## Choosing a level of theory for a soft methyl rotor

For the methyl torsion of CH₃–B(NH₂)OH the way the scan is done matters as much as the electronic-structure method. All five levels put the top at the same row, and none departs from CCSD(T) by more than 3.0 meV at any angle. Freezing the methyl group, by contrast, leaves about 6.5 meV of strain at the last row, close to where a free methyl group would be back at a minimum. A hybrid functional on a relaxed path is therefore likely to be a better first investment than coupled cluster on a rigid one, though no relaxed scan was run here.

Rigid scan of the torsion H5-C1-B2-N3 (atoms in SMILES order, hydrogens last) in gas-phase CH6BNO (SMILES CB(N)O), computed with Ansatz 0.2.0 in the def2-TZVPP basis, with frozen cores in CCSD and CCSD(T). The scan starts from the PBE0-D4/def2-TZVP minimum at -120.9°, where the energy is set to zero at each level.

| torsion (°) | CCSD(T) (eV) | B3LYP-D4 (eV) | wB97M-V (eV) | HF (eV) | CCSD (eV) | B3LYP-D4 less CCSD(T) (eV) | T1 diagnostic |
| --- | --- | --- | --- | --- | --- | --- | --- |
| -120.9 | 0.0000 | 0.0000 | 0.0000 | 0.0000 | 0.0000 | 0.0000 | n/a |
| -115.1 | 0.0005 | 0.0005 | 0.0005 | 0.0006 | 0.0005 | 0.0000 | 0.011 |
| -101.8 | 0.0053 | 0.0053 | 0.0050 | 0.0060 | 0.0053 | 0.0000 | 0.011 |
| -88.5 | 0.0139 | 0.0135 | 0.0127 | 0.0151 | 0.0140 | -0.0004 | 0.011 |
| -75.1 | 0.0229 | 0.0218 | 0.0206 | 0.0244 | 0.0229 | -0.0011 | 0.011 |
| -61.8 | 0.0278 | 0.0261 | 0.0248 | 0.0294 | 0.0277 | -0.0017 | 0.011 |
| -48.5 | 0.0262 | 0.0249 | 0.0236 | 0.0282 | 0.0263 | -0.0013 | 0.011 |
| -35.1 | 0.0197 | 0.0192 | 0.0182 | 0.0220 | 0.0199 | -0.0005 | 0.011 |
| -21.8 | 0.0123 | 0.0123 | 0.0117 | 0.0143 | 0.0125 | 0.0000 | 0.011 |
| -8.5 | 0.0074 | 0.0073 | 0.0070 | 0.0086 | 0.0075 | -0.0001 | 0.011 |

The torsion is the dihedral angle H5–C1–B2–N3, and a rigid scan turns it with every other coordinate held. Energies are quoted below in meV, and a difference of two entries carries about 0.1 meV of rounding. CCSD(T) serves as the reference, in one basis and on a borrowed geometry, so an error here means a departure from that column and not from nature.

### Why the barrier is small and threefold

At the minimum B, N, O and the hydrogens on them lie in one plane, and one methyl C–H bond lies in that plane on the nitrogen side. Let p be the turn away from this structure, p = torsion + 120.9°. The mirror plane makes the energy even in p, so each C–H bond feels the frame through a series in cos np. Adding three identical bonds 120° apart cancels every term whose order n is not a multiple of three:

V(p) = (V₃/2)(1 − cos 3p) + (V₆/2)(1 − cos 6p)

Two limits fix the meaning of the constants. If the two groups on boron were identical and their hydrogens were oriented in the same way, a half turn of the frame would change nothing, odd orders would vanish, and only V₆ would survive. With unlike groups V₃ appears, and it measures how differently a C–H bond fares when it eclipses one side or the other. The barrier is thus a difference between two similar arrangements, and V₃ must shrink towards zero as the two substituents become alike in both kind and orientation.

The top, 27.8 meV at −61.8°, is the arrangement with a C–H bond eclipsing B–O. The O–H bond points towards the methyl group, and the nearest methyl hydrogen closes in on the hydroxyl hydrogen from 2.71 Å to 2.33 Å. Crowding of these two hydrogens is a plausible source of the barrier, but that is a guess: the distances fit it and nothing here isolates its energy.

### What each level gets right

Hartree–Fock already has the shape, so the numbers show that correlation does not create the barrier. The correlation energy at the minimum is −21.51 eV, yet it changes by at most 2.3 meV along the scan, about one part in ten thousand. Theory gives the reason: turning about a single bond breaks no electron pair and keeps every bond length, so each pair keeps nearly the same correlation. The opposite limit is a stretched bond, where a pair is undone and its correlation energy no longer cancels.

The same argument covers the triples. They contribute −0.76 eV in total, but CCSD and CCSD(T) differ by no more than 0.2 meV in any row, twice the rounding. The T1 diagnostic, a measure of the single-excitation amplitudes and so of how poor the reference orbitals are, stays at 0.011, below the roughly recalled warning level of 0.02 for closed shells. The known failure of single-reference methods has no purchase on this coordinate.

HF lies above CCSD(T) in every row off the minimum, but not by a fixed factor. At the top its excess is 5.8% of the CCSD(T) value, while at −115.1° the energies of the same runs, taken with more digits, give 0.58 against 0.49 meV, a larger relative excess and so a stiffer well. Its largest error, +2.3 meV, falls beyond the top, on the side where the frozen geometry is most strained. Scaling an HF curve to a better barrier height would therefore not repair its shape.

The two functionals err in the other direction and are worst at the top, where B3LYP-D4 is low by 1.7 meV and ωB97M-V by 3.0 meV. B3LYP-D4 matches CCSD(T) within rounding at the two rows nearest each end of the scan, so its error is confined to the rows around the top. Why the functionals lie low is untested. Correlated wavefunction energies converge slowly with basis size, and basis superposition within the molecule can change as two hydrogens approach, so part of the gap may belong to the reference. One molecule, one basis and gaps of a few meV do not rank the functionals in general.

### Where the rigid scan fails

The formula demands V(p) = V(120° − p), which the table breaks. V₃ and V₆ were fitted for each level to the five rows of the rising branch, from −115.1° to the top, where the methyl group is nearest the structure it was optimised for. For CCSD(T) the fit gives V₃ = 27.6 and V₆ = −1.7 meV, with a largest residual of 0.29 meV. That residual exceeds the rounding, so the form is close on this branch but not exact; the printed analysis after this text gives the other levels.

The last row, which was not part of the fit, has p = −8.5° + 120.9° = 112.4°:

- threefold term: 3p = 337.2°, cos 3p = 0.922, so (27.6/2)(1 − 0.922) = 1.08 meV
- sixfold term: 6p = 674.4°, cos 6p = 0.700, so (−1.7/2)(1 − 0.700) = −0.26 meV
- model 0.8 meV, table 7.4 meV, misfit 6.6 meV

The misfit is not a second conformer. It grows steadily across the four omitted rows, from 2.0 meV just past the top, and a comparison of mirror angles by interpolation finds it at all five levels. The geometry shows the broken premise: the in-plane hydrogen has a B–C–H angle of about 113°, the other two about 111°. After a rigid turn of 120° the wide angle sits on a hydrogen out of the plane and a narrow one in it, and the cancellation of low orders no longer holds. That this accounts for the whole misfit is argued from symmetry, and a relaxed scan would test it.

The strain also blurs the barrier itself. Adding cos p and cos 2p terms fits all nine rows within rounding, but over so short an arc those terms trade against V₃ and have no separate meaning. Depending on the rows and terms chosen, the CCSD(T) value of V₃ runs from 22.4 to 27.6 meV, a wider range than the 24.6 to 29.2 meV between the levels on the rising branch. None of these values is the relaxed barrier. Relaxation can only lower the top at the level that relaxes the structure, and is expected to lower it at the others.

### How much accuracy a purpose needs

A one-dimensional rotor with a rough rotational constant F = 0.71 meV, taken from the geometry, turns V₃ and V₆ into properties. It ignores the zero-point energy of the other modes and their coupling to the torsion, so only changes between levels are used. When the barrier is far below kT the methyl group spins freely and the barrier hardly matters, and when it is far above kT the group vibrates in one well and only the curvature counts. This molecule sits between the limits, with the top at 1.08 kT at room temperature.

For the torsion's own share of a free energy any of the levels will do; this says nothing about their reaction energies. To first order a change of potential shifts the free energy by its thermal average, which weights the well more than the top and stays below the largest error. ωB97M-V, the lowest curve, shifts the rotor free energy by −0.89 meV and HF by +0.77 meV. Both are negligible against 1 kcal/mol, 43.4 meV, and so is the −1.70 meV caused by the most extreme way of fitting the rigid scan.

Tunnelling is the demanding case. The splitting between the A and E symmetry species of the lowest level falls as exp(−S), where for a deep threefold barrier the action over one period is S = (4/3)√(V₃/F) and the prefactor grows as V₃ to the power 3/4. A relative change in V₃ is therefore magnified by S/2 − 3/4, with opposite sign:

S = (4/3)√(27.6/0.71) = 8.3, and 8.3/2 − 0.75 = 3.4

The numerical rotor agrees with a factor of about three. ωB97M-V, 10.8% low at the top, gives a splitting 39% above that of CCSD(T), B3LYP-D4 is 18% high and HF is 19% low. CCSD is indistinguishable from CCSD(T). The fit that describes all rows best, with only its V₃ and V₆ kept in the rotor, moves the CCSD(T) splitting by more than any of these steps, so a better method cannot be cashed in until the path is relaxed.

### What each step costs

Operation counts without prefactors give the order only. HF and the hybrid functionals scale formally as N⁴ in the number N of basis functions, about 2 × 10⁹ per cycle here. CCSD scales as o²v⁴ per cycle in the active occupied (o) and virtual (v) orbitals and came to about 2 × 10¹² over its nine cycles, and the triples, at o³v⁴, add a count of the same order. Doubling the molecule multiplies the three counts by 16, 64 and 128.

The order of spending follows from these sizes. For the torsional part of a free energy a hybrid functional suffices, and it costs formally the same as HF. For torsional splittings the path should first be relaxed, which needs only gradients at the cheap level and restores the 120° period as a built-in check. A larger basis at the minimum and the top comes next, since it decides how much of the gap to the functionals is real. CCSD energies on the relaxed structures come last, and on this scan the triples change nothing that a rigid path can resolve.

Numerical output:

```
Energies in meV; rounding 0.05 per entry, 0.1 per difference; T1 max 0.011
kT(298 K) 25.7; 1 kcal/mol 43.4; CCSD(T) top/kT 1.08
torsion CCSD(T) | level less CCSD(T): CCSD HF B3LYP-D4 wB97M-V
 -115.1   0.5 |  +0.0  +0.1  +0.0  +0.0
 -101.8   5.3 |  +0.0  +0.7  +0.0  -0.3
  -88.5  13.9 |  +0.1  +1.2  -0.4  -1.2
  -75.1  22.9 |  +0.0  +1.5  -1.1  -2.3
  -61.8  27.8 |  -0.1  +1.6  -1.7  -3.0
  -48.5  26.2 |  +0.1  +2.0  -1.3  -2.6
  -35.1  19.7 |  +0.2  +2.3  -0.5  -1.5
  -21.8  12.3 |  +0.2  +2.0  +0.0  -0.6
   -8.5   7.4 |  +0.1  +1.2  -0.1  -0.4
CCSD: top 27.7 (-0.4%), mean abs err 0.09, worst +0.2 at -35.1, Boltzmann weight there x0.992
HF: top 29.4 (+5.8%), mean abs err 1.40, worst +2.3 at -35.1, Boltzmann weight there x0.914
B3LYP-D4: top 26.1 (-6.1%), mean abs err 0.57, worst -1.7 at -61.8, Boltzmann weight there x1.068
wB97M-V: top 24.8 (-10.8%), mean abs err 1.32, worst -3.0 at -61.8, Boltzmann weight there x1.124
Rising-branch fit V3, V6; 1D rotor with rough constant 0.71 meV (CCSD(T): lowest level 5.6, A-E 0.022, free energy -21.4)
CCSD(T): V3 27.6 V6 -1.7 max resid 0.29; lowest +0.0%, A-E +0%, free energy +0.00
CCSD: V3 27.5 V6 -1.6 max resid 0.28; lowest +0.5%, A-E +0%, free energy +0.02
HF: V3 29.2 V6 -1.3 max resid 0.32; lowest +5.7%, A-E -19%, free energy +0.77
B3LYP-D4: V3 26.0 V6 -1.1 max resid 0.22; lowest -0.4%, A-E +18%, free energy -0.35
wB97M-V: V3 24.6 V6 -1.2 max resid 0.25; lowest -3.8%, A-E +39%, free energy -0.89
Omitted rows: CCSD(T) less fit | V(p)-V(120-p) by spline: CCSD(T) CCSD HF B3LYP-D4 wB97M-V
  -48.5  +2.0 |   2.3   2.4   2.8   2.2   2.2
  -35.1  +4.5 |   4.5   4.6   5.6   4.5   4.4
  -21.8  +6.2 |   6.0   6.2   7.2   6.0   5.8
   -8.5  +6.6 |   6.5   6.6   7.6   6.4   6.1
CCSD(T), all rows fitted; rotor from V3, V6 only, against rising-branch fit
V3 27.2 V6 1.8; max resid 6.07; A-E -18%, free energy +1.54
V3 25.4 V6 -0.9 V1 10.1; max resid 0.46; A-E +24%, free energy -0.45
V3 22.4 V6 -1.0 V2 7.3; max resid 0.40; A-E +83%, free energy -1.70
V3 23.6 V6 -1.0 V1 4.3 V2 4.2; max resid 0.03; A-E +56%, free energy -1.18
B-C-H angles H5 H6 H7 (deg, about 0.5 rounding): 111.1 113.3 111.0
at -120.9: nearest methyl H to O-H hydrogen 2.71 A, to N-H hydrogen 2.58 A
at -61.8: nearest methyl H to O-H hydrogen 2.33 A, to N-H hydrogen 2.95 A
Rise at -115.1 (meV): HF +0.58, CCSD(T) +0.49, B3LYP-D4 +0.51, wB97M-V +0.49, D4 part +0.00, CCSD corr -0.08
Correlation -21.51 eV, largest change 2.3 meV (0.011%)
Triples -0.76 eV, largest change 0.2 meV (0.026%)
Operation counts, no prefactors: N^4 2e+09; o2v4 2e+11 x 9 cycles = 2e+12; o3v4 2e+12
Doubling the molecule: N^4 x16, CCSD x64, (T) x128
```
